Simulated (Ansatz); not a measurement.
# A series in volume scale on Ti

Results calculated with Ansatz 0.2.0, not measured. Free energy against uniform scaling of the volume at fixed shape and fractions; periodic cell, basis, potentials, k mesh and filling as listed.

The cell before it is scaled or strained (space group Fm-3m, No. 225):
```
cell vectors (Å)
   0.0000     2.0300     2.0300
   2.0300     0.0000     2.0300
   2.0300     2.0300     0.0000
atoms (fractions of the cell vectors)
Ti  0.00000  0.00000  0.00000
```

Settings of every row: functional r2SCAN; dispersion none; potentials PAW; wave cutoff 600 eV; density cutoff 2400 eV; k mesh 12x12x12; k shift 0x0x0; occupations gaussian; smearing width 0.05 eV; spin none.

Limits: coarse k mesh, up to 40 meV an atom off.

```
row  volume scale  V (Å³/atom)  energy above lowest point (meV/atom)
  1          0.94       15.727                                  63.2
  2          0.96       16.062                                  38.9
  3          0.98       16.396                                  20.9
  4             1       16.731                                     ?
  5          1.02       17.065                                   1.8
  6          1.04         17.4                                     0
  7          1.06       17.735                                   2.7
```

Question: what energy above lowest point should row 4 give?

Worked fit of energy above lowest point. Take u = (V_r/V)^(2/3) − 1 with V_r = 16.73 Å³ an atom, which is twice the finite (Eulerian) strain; such expansions in the strain, on which the Birch-Murnaghan equation of state is built, carry the rest volume and the bulk modulus. The shown rows have u = 0.04208, 0.02754, 0.01353, -0.01313, -0.02584, -0.03814. Least squares give energy above lowest point = 8.69 + 710.8 × u + 14224 × u² − 7881 × u³ meV/atom; a parabola predicts inner rows, each left out in turn, worse (root mean square 0.19 against 0.054 meV/atom). All shown rows lie on it to the printed digit. Its lowest point lies at u = -0.0245, or V = 17.36 Å³ an atom, and the curvature there gives the bulk modulus at fixed shape and fractions, B = (4/9)(1 + u)² E″(u)/V = 116 GPa. The withheld row has u = -4e-05, so the fit gives 8.69 + 710.8 × (-4e-05) + 14224 × (-4e-05)² − 7881 × (-4e-05)³ = 8.7 meV/atom.

The calculation gave 8.6 meV/atom. The fit lies 0.1 meV/atom (1.2 % of the value, 0.16 % of the column's range) above it, one unit of the last digit.
